## A proton brings no electrons: AlCl₃ and the local density approximation

When a proton binds to a chlorine atom of AlCl₃, it arrives as a bare nucleus. Both electrons of the new H–Cl bond come from a chlorine lone pair, part of which is drawn in around the proton. A calculated proton affinity therefore asks a precise question of a density functional: how much energy is gained when electrons already in the molecule rearrange around one more nucleus?

Gas-phase protonation of neutral singlet AlCl₃, calculated with PySCF 2.14.0 using non-relativistic DFT at the levels listed. Structures and thermal terms are from PBE0-D3(BJ)/def2-SVP throughout, with the thermal terms at 298.15 K and 1 bar. Cl1 stands for any of the three equivalent chlorine atoms.

```
                  level  integration grid level  site or bond (first listed)  site proton affinity (kJ/mol)  site gas phase basicity (kJ/mol)  site electronic part (kJ/mol)
    PBE0-D3(BJ)/pcseg-1                       2                          Cl1                          601.0                             578.2                          618.0
          LDA/def2-TZVP                       2                          Cl1                          603.2                             580.4                          620.2
   PBE0-D3(BJ)/def2-SVP                       2                          Cl1                          620.1                             597.3                          637.1
        HSE06/def2-TZVP                       2                          Cl1                          626.1                             603.3                          643.0
  PBE0-D3(BJ)/def2-TZVP                       2                          Cl1                          627.8                             605.0                          644.8
 PBE0-D3(BJ)/def2-TZVPD                       2                          Cl1                          627.9                             605.1                          644.9
PBE0-D3(BJ)/aug-cc-pVTZ                       2                          Cl1                          628.4                             605.6                          645.4
 TPSSh-D3(BJ)/def2-TZVP                       3                          Cl1                              ?                                 ?                              ?
  TPSS-D3(BJ)/def2-TZVP                       3                          Cl1                              ?                                 ?                              ?
```

The electronic part is the drop in electronic energy from the optimised neutral molecule to the optimised cation, without vibration or thermal motion. The proton affinity is the enthalpy released, lower here mainly because the new hydrogen vibrations carry zero-point energy. The gas-phase basicity is the free energy released, lower again because a free proton gives up its translational entropy. Every row uses the same PBE0 structures and thermal terms, so the three columns rise and fall together, and what varies is electronic.

### Separating the basis from the functional

Two things change down the table, and they must be taken apart first. With PBE0 throughout, the affinity rises by 27 kJ/mol from pcseg-1 to def2-TZVP, and then hardly moves when diffuse functions are added or when aug-cc-pVTZ is used. Most of the rise, 19 kJ/mol, already separates pcseg-1 from def2-SVP, although both are polarised double-zeta sets, so the size of the basis alone does not explain it. A basis with too few or less suitable functions restricts how the density can gather around the proton and polarise towards it, which plausibly costs the cation more than the neutral molecule; the table does not show which difference between the two smaller sets is responsible. Diffuse functions describe loosely held outer electrons, and neither species has many of those.

With def2-TZVP throughout, LDA lies 25 kJ/mol below PBE0, while HSE06 stays within 2 kJ/mol of it. That LDA and PBE0/pcseg-1 stand side by side in the table is a coincidence: one is low because of its functional, the other because of its basis. LDA also lacks the dispersion correction used with PBE0, but so does HSE06, which makes dispersion an unlikely source of the large gap.

### Why LDA can bind a proton too weakly

LDA treats each small region as if it belonged to a uniform electron gas. Around a proton the density is anything but uniform, since it falls off steeply with distance from the nucleus. Relative to the local density, this variation becomes stronger further out, and there the local picture is at its poorest. For a hydrogen atom, local exchange falls short of the exact exchange energy by roughly a seventh (a rough, recalled figure). LDA correlation errs the other way, but by less.

This may seem to clash with LDA's reputation for making bonds too strong. The difference lies in the starting point. When a hydrogen atom forms a bond, the free atom already carries a large LDA error, part of which disappears in the molecule, so the bond looks too strong. A free proton has no electrons and hence no such error; an error arises there only once density has gathered around it. Unless the error in the chlorine lone pair shrinks by as much, the cation is held too weakly and the affinity comes out low. The table shows only that LDA lies below PBE0 and HSE06; that its value is too low is an expectation from this argument. A similar effect can be expected when other lone pairs take up a proton, though its size must be calculated in each case.

### Two explanations, two predictions

PBE0 and HSE06 differ from LDA in two main ways. They respond to the gradient of the density, and they contain exact exchange, 25% of it in PBE0 and, at short range, in HSE06. The known rows cannot say which ingredient lifts the affinity. TPSS and TPSSh can, because both respond to the gradient and to the kinetic-energy density of the orbitals, while TPSS has no exact exchange and TPSSh only 10%.

Suppose first that exact exchange does the work, in proportion to its share. TPSSh should then cover 0.10/0.25 of the way from LDA to PBE0:

603.2 + (0.10/0.25) × 24.6 ≈ 613 kJ/mol.

TPSS, with no exact exchange, should stay at the LDA value of 603 kJ/mol.

Suppose instead that sensing the variation of the density is what counts. The simplest model then gives all functionals beyond LDA the same affinity in the same basis. Fitted to the PBE0 and HSE06 rows with def2-TZVP, this constant is 627 kJ/mol. Its statistical error is about 1 kJ/mol, which is far too flattering, because the two functionals are close relatives.

The physics of the bare proton favours the second view. General experience adds that functionals of the TPSS type tend to give rather high proton affinities, so the forecast is set slightly above the constant, with an error bar that is a judgement:

- TPSSh: 630 kJ/mol, range 620 to 640.
- TPSS: 630 kJ/mol, range 620 to 640.

The two should differ by less than 5 kJ/mol; their order is left open.

### The computed values

The withheld rows as computed:

```
                 level  integration grid level  site or bond (first listed)  site proton affinity (kJ/mol)  site gas phase basicity (kJ/mol)  site electronic part (kJ/mol)
TPSSh-D3(BJ)/def2-TZVP                       3                          Cl1                          635.8                             613.0                          652.8
 TPSS-D3(BJ)/def2-TZVP                       3                          Cl1                          639.2                             616.4                          656.1
```

Both values fall inside their ranges, and they differ by 3.4 kJ/mol, as forecast. Both also lie above the centre, TPSSh by 6 kJ/mol and TPSS by 9 kJ/mol, so the TPSS hit is a narrow one. The bare constant, which was not fitted to these rows, does worse: it is too low by 9 and 12 kJ/mol.

The exact-exchange explanation fails clearly. It is too low by 23 kJ/mol for TPSSh and by 36 kJ/mol for TPSS, the functional for which it allowed no rise at all. A functional without any exact exchange can thus leave the LDA value far behind. This agrees with the picture of a steeply varying density around the proton that LDA binds too weakly, though it does not separate the role of the gradient from that of the kinetic-energy density or of the changed correlation. The withheld rows also use a finer integration grid than the others, which is expected to matter little but was not tested.

The misses show where the simple model is too simple. Functionals beyond LDA do not share one affinity: TPSS lies 11 kJ/mol above PBE0. Within the TPSS pair, moreover, the member with exact exchange has the lower affinity, the opposite of what the failed explanation requires. Why TPSS binds the proton more strongly than PBE0 does cannot be settled from these rows. Nor is the 11 kJ/mol an error of TPSS, since the table compares functionals with one another and not with a measurement.

AlCl₃ serves as a precursor for aluminium-containing films and forms when aluminium is etched with chlorine. For models of such processes, the table warns that the affinity of this one molecule shifts by tens of kJ/mol with the functional and the basis. The energy of a proton transfer is the difference between two affinities, so part of the shift may cancel, but only if both partners are treated with the same functional and comparable basis sets. A gas-phase affinity does not by itself give the rate of a reaction on a surface.

The output that follows lists the fit, the rival estimate and the misses.

Output of the analysis:

```
Electronic part minus proton affinity, PBE0/def2-TZVP (kJ/mol): 17
Proton affinity minus basicity, PBE0/def2-TZVP (kJ/mol): 22.8
PBE0 affinity, def2-SVP minus pcseg-1 (kJ/mol): 19.1
PBE0 affinity, def2-TZVP minus def2-SVP (kJ/mol): 7.7
PBE0 affinity, def2-TZVP minus pcseg-1 (kJ/mol): 26.8
PBE0 affinity, def2-TZVPD minus def2-TZVP (kJ/mol): 0.1
PBE0 affinity, aug-cc-pVTZ minus def2-TZVP (kJ/mol): 0.6
def2-TZVP affinity, PBE0 minus LDA (kJ/mol): 24.6
def2-TZVP affinity, PBE0 minus HSE06 (kJ/mol): 1.7
LDA/def2-TZVP minus PBE0/pcseg-1 affinity (kJ/mol): 2.2
fit of pa on 2 rows ((tz == 1) & (beyond == 1)): constant 626.9 +/- 0.85; rms 0.85, worst PBE0-D3(BJ)/def2-TZVP -0.85, leave-one-out rms 1.7
  rows outside the fit (model, value, miss): PBE0-D3(BJ)/pcseg-1 626.9, 601, 25.9; LDA/def2-TZVP 626.9, 603.2, 23.7; PBE0-D3(BJ)/def2-SVP 626.9, 620.1, 6.85; PBE0-D3(BJ)/def2-TZVPD 626.9, 627.9, -0.95; PBE0-D3(BJ)/aug-cc-pVTZ 626.9, 628.4, -1.45; TPSSh-D3(BJ)/def2-TZVP 626.9, 635.8, -8.85; TPSS-D3(BJ)/def2-TZVP 626.9, 639.2, -12.3
Exact-exchange rival, prediction for TPSSh (kJ/mol): 613
Exact-exchange rival, prediction for TPSS (kJ/mol): 603.2
Rival prediction less computed, TPSSh (kJ/mol): -22.76
Rival prediction less computed, TPSS (kJ/mol): -36
Stated forecast less computed, TPSSh (kJ/mol): -5.8
Stated forecast less computed, TPSS (kJ/mol): -9.2
def2-TZVP affinity, TPSSh minus TPSS (kJ/mol): -3.4
def2-TZVP affinity, TPSSh minus PBE0 (kJ/mol): 8
def2-TZVP affinity, TPSS minus PBE0 (kJ/mol): 11.4
def2-TZVP affinity, TPSS minus LDA (kJ/mol): 36
TPSS rise above LDA as share of the PBE0 rise (percent): 146.3
```
